When a crystal of SnSe2 expands, each cubic ångström holds fewer electrons that can respond to an electric field. Does its dielectric constant therefore fall, and can its value at a new volume be estimated by hand? The quantity meant here is the electronic part, with the nuclei held still. It governs the refraction of infrared light above the lattice vibrations, and it is not the full permittivity of a slow capacitor measurement.

SnSe2 (space group P-3m1) at uniformly scaled volumes, computed with GPAW 26.7.0: PBE without dispersion correction or spin-orbit coupling, PAW data sets (gpaw-data 1.2.1), 400 eV plane-wave cutoff, 7×7×4 k mesh. The dielectric values are clamped-ion, from the RPA with local fields on a 16×16×9 k mesh with an 80 eV response cutoff.

```csv
volume (Å³/atom),c/a,shortest distance (Å),dielectric xx,dielectric zz
24.183,1.6101,2.624,10.038,8.022
24.697,1.6101,2.643,10.089,8.045
25.212,1.6101,2.661,10.175,8.086
25.726,1.6101,2.679,10.273,8.139
26.241,1.6101,2.696,10.382,8.204
26.755,1.6100,2.714,10.504,8.282
27.270,1.6101,2.731,10.637,8.374
```

### The dielectric constant rises on expansion

The table gives two independent components: dielectric xx for a field along the layers (yy is identical) and dielectric zz for a field across them. Both rise at every step of expansion. The argument below follows three rows, named by their volume in Å³ per atom: 25.726 as the known starting point, 24.697 on the compressed side and 27.270 on the expanded side.

Thinning out the electrons cannot be the whole story. The part of the dielectric constant that comes from the material is $\varepsilon-1$, since empty space already contributes 1. Had each electron kept its response unchanged, $\varepsilon-1$ would have dropped by about 9% between rows 24.697 and 27.270. For xx it rose by about 6% instead, so each electron must have become easier to displace.

### Weaker springs against fewer electrons

A charge held by a spring shows how the two effects compete. In a steady field its displacement is inversely proportional to the spring's stiffness, and the stiffness goes as the square of the vibration frequency. In a crystal the energy $E$ needed to excite an electron plays the part of that frequency. For a fixed number of electrons in a cell of volume $V$ this gives

$$\varepsilon-1\;\propto\;\frac{1}{V\,E^{2}} .$$

The picture has one spring, whereas the crystal has a broad range of excitations, so $E$ is a mean over all of them.

The formula contains a criterion that can be carried to a related semiconductor. Expansion raises the dielectric constant if the mean excitation energy falls by more than half a percent for each percent of volume. If it falls more slowly, dilution wins.

For a bonded solid the size of that fall can be argued from the bonds. Much of the energy separating filled from empty states comes from the coupling of orbitals on neighbouring atoms, and a simple estimate lets this coupling fall as $1/d^{2}$ with the bond length $d$. Here all lengths grow together, so $d\propto V^{1/3}$. If the whole of $E$ followed the coupling, $E^{2}$ would go as $V^{-4/3}$, and the spring formula would give

$$\varepsilon-1\;\propto\;V^{1/3}\;\propto\;d .$$

Softening would then slightly more than make up for dilution. The different orbital energies of Sn and Se also contribute to $E$, and this part need not fall with distance. In a more ionic crystal dilution is therefore expected to gain ground.

The calculation agrees with this in direction but shows more softening. From row 24.697 to row 27.270 the shortest distance grows from 2.643 to 2.731 Å, so the bond argument lets $E$ fall by about 6%, and by less if part of $E$ stays fixed. The computed xx implies a fall of about 8%, so the simple bond argument gives the right sign but not the whole effect. The figure of 8% is the dielectric constant rewritten through the spring formula, so it measures how much softening is needed without proving where it comes from.

It is tempting to use the band gap for $E$, because gaps are easy to look up. In the same calculations the smallest gap, which is indirect, shrinks by about 11% between these two rows, and the smallest direct gap on the k mesh by about 33%. The mean energy falls by only 8%. A gap marks the lowest edge of the excitations, while the dielectric constant draws on all of them. Put into the spring formula, the indirect gap would more than double the rise of $\varepsilon-1$, and the direct gap would exaggerate it far more.

### The rule and two worked rows

Between rows 24.697 and 27.270 the computed $\varepsilon-1$ grows as volume to the power 0.59 for xx and 0.46 for zz. Both lie above the one third of the bond argument, xx clearly so, and one half is a convenient value for the two together:

$$\varepsilon(V)=1+(\varepsilon_{\rm ref}-1)\sqrt{V/V_{\rm ref}} .$$

In words, $\varepsilon-1$ changes by half the percentage by which the volume changes. The rule needs one known value, $\varepsilon_{\rm ref}$ at the volume $V_{\rm ref}$, and one exponent.

Take xx in row 25.726 as known, so that $\varepsilon_{\rm ref}-1=9.273$. Row 27.270 has a volume 6% larger, hence $\varepsilon-1$ should be 3% larger:

$$9.273\times1.03=9.55,\qquad \varepsilon\approx10.55 .$$

The computed value is 10.637, so the estimate is 0.8% low.

Row 24.697 has a volume 4% smaller, hence $\varepsilon-1$ should be 2% smaller:

$$9.273\times0.98=9.09,\qquad \varepsilon\approx10.09 .$$

This agrees with the computed 10.089 to the digits carried. These same two rows supplied the exponents from which one half was chosen, so the examples show how to use the rule and are no independent test of it.

### Accuracy over the table

Over all rows the square-root rule stays within 0.9% of the computed dielectric constant for xx and within 1.3% for zz. The fair comparison is with the laziest estimate, which keeps the value of row 25.726 at every volume. That estimate misses by up to 3.4% for xx and 2.8% for zz. The rule therefore removes more than half of the largest error, on a quantity that changes little to begin with.

The cube root from the bond argument, whose exponent was not adjusted to the table, misses by at most 1.7% for xx and 1.1% for zz. It is thus about as good as the square root across the layers and clearly poorer along them. The printed output after this section lists both rules row by row, together with a quadratic curve fitted to xx in all rows except 24.183.

These percentages compare the rule with the calculation, not with a real crystal. The optical matrix elements carry an uncertainty of a few percent, about as much as the whole trend. The response was computed on a 16×16×9 k mesh, finer than the 7×7×4 mesh of the ground state, and its convergence with the mesh was not tested. Such errors are expected to be similar in neighbouring rows, so the direction of the trend is safer than the absolute values. The functional also underestimates band gaps, which tends to make the dielectric constant too large, and spin-orbit coupling is left out.

### Internal fields along and across the layers

That xx and zz can share an exponent is a feature of this case and not a law. A field across the layers piles up charge at their faces, and this charge opposes the field inside them. The layers and the thinly populated spaces between them then act like capacitors in series, where the weaker part limits the total. Along the layers the two regions lie side by side, and the reduction is milder: in row 25.726 the internal fields lower xx by about 12% and zz by about 26%.

The calculation can be read with and without these internal fields. Without them, zz would rise by 7.4% from row 24.697 to row 27.270; with them it rises by only 4.1%. The softening of the electrons is thus strong in zz as well, but much of it is hidden by the opposing charge. The series-capacitor picture accounts for such a difference, though no separate response of layers and spaces is available to test it.

### Where the rule stops

The exponent is not constant. Taken from one row to the next, it climbs for xx from 0.46 just above row 24.697 to 0.73 at the expanded end, and for zz from 0.28 to 0.66. The square root is an average over this range and is expected to fall behind if the expansion is carried further. A plausible reason is that the lowest excitations soften fastest and gain weight as they do so, but the contributions of single excitations are not at hand to check it.

The most compressed row, 24.183, needs separate care. The step in xx from it to row 24.697 is only 0.051, although the next step is 0.086. The internal fields are described by waves up to a fixed energy of 80 eV, and in this row alone two groups of waves lie just above that limit. The output lists their energies under "shell 104 eV" and "shell 113 eV", where 104 and 113 are the wave indices 1,0,4 and 1,1,3. Calculated without internal fields, xx shows no such break: its first three steps are 0.094, 0.107 and 0.120. The irregularity therefore enters with the internal fields, and the missing waves are its likely cause. It leaves xx in this row about 0.02 above the curve through the other rows.

For practical use the strictest limit is the way the volume was changed. All lengths were scaled together at nearly constant c/a, whereas pressure on a real layered crystal mainly closes the spaces between the layers. A volume read from a pressure experiment should therefore not be put into this rule. The rule answers a narrower question: how the electronic response changes when bonds and layer spacing stretch in the same proportion.

The analysis program printed:

```
Square-root rule and cube-root rule from the middle row:
     row  V/V0  xx by root    miss %  zz by root    miss %  cube root xx miss %  cube root zz miss %
  24.183  0.94       9.991   -0.4721       7.922    -1.252                0.456              -0.3575
  24.697  0.96       10.09  -0.03316       7.995   -0.6244               0.5816             -0.03084
  25.212  0.98       10.18   0.04812       8.067    -0.231               0.3521               0.0635
  25.726     1       10.27         0       8.139         0                    0                    0
  26.241  1.02       10.37   -0.1603        8.21   0.07438              -0.4578              -0.2155
  26.755  1.04       10.46   -0.4509        8.28  -0.01963               -1.037              -0.5924
   27.27  1.06       10.55   -0.8441        8.35   -0.2853               -1.712               -1.134
Local exponents from the row before and two plane-wave shells:
     row  exponent xx  exponent zz  shell 104 eV  shell 113 eV
  24.183          n/a          n/a            81         80.64
  24.697       0.2675       0.1555         79.87         79.51
  25.212       0.4563       0.2812         78.78         78.43
  25.726       0.5264       0.3692         77.73         77.38
  26.241       0.5896       0.4573         76.71         76.36
  26.755        0.666       0.5552         75.73         75.38
   27.27       0.7289       0.6585         74.76         74.43
fit of dielectric_xx on 6 rows (good): constant 10.27 +/- 0.00021, coefficient of u 5.184 +/- 0.0049, coefficient of u**2 14.77 +/- 0.14; rms 0.000239, worst 26.241 0.000427, leave-one-out rms 0.000403
  rows outside the fit (model, value, miss): 24.183 10.01, 10.04, -0.0231
Exponent of xx-1 in volume from second to last row: 0.5907
Exponent of zz-1 in volume from second to last row: 0.4605
Largest miss of no change at all for xx in %: 3.422
Largest miss of no change at all for zz in %: 2.806
Change of eps-1 by dilution alone from second to last row in %: -9.435
Change of mean excitation energy implied by xx from second to last row in %: -7.58
Change of direct gap from second to last row in %: -32.61
Rise of zz with local fields from second to last row in %: 4.089
Rise of zz without local fields from second to last row in %: 7.4
```
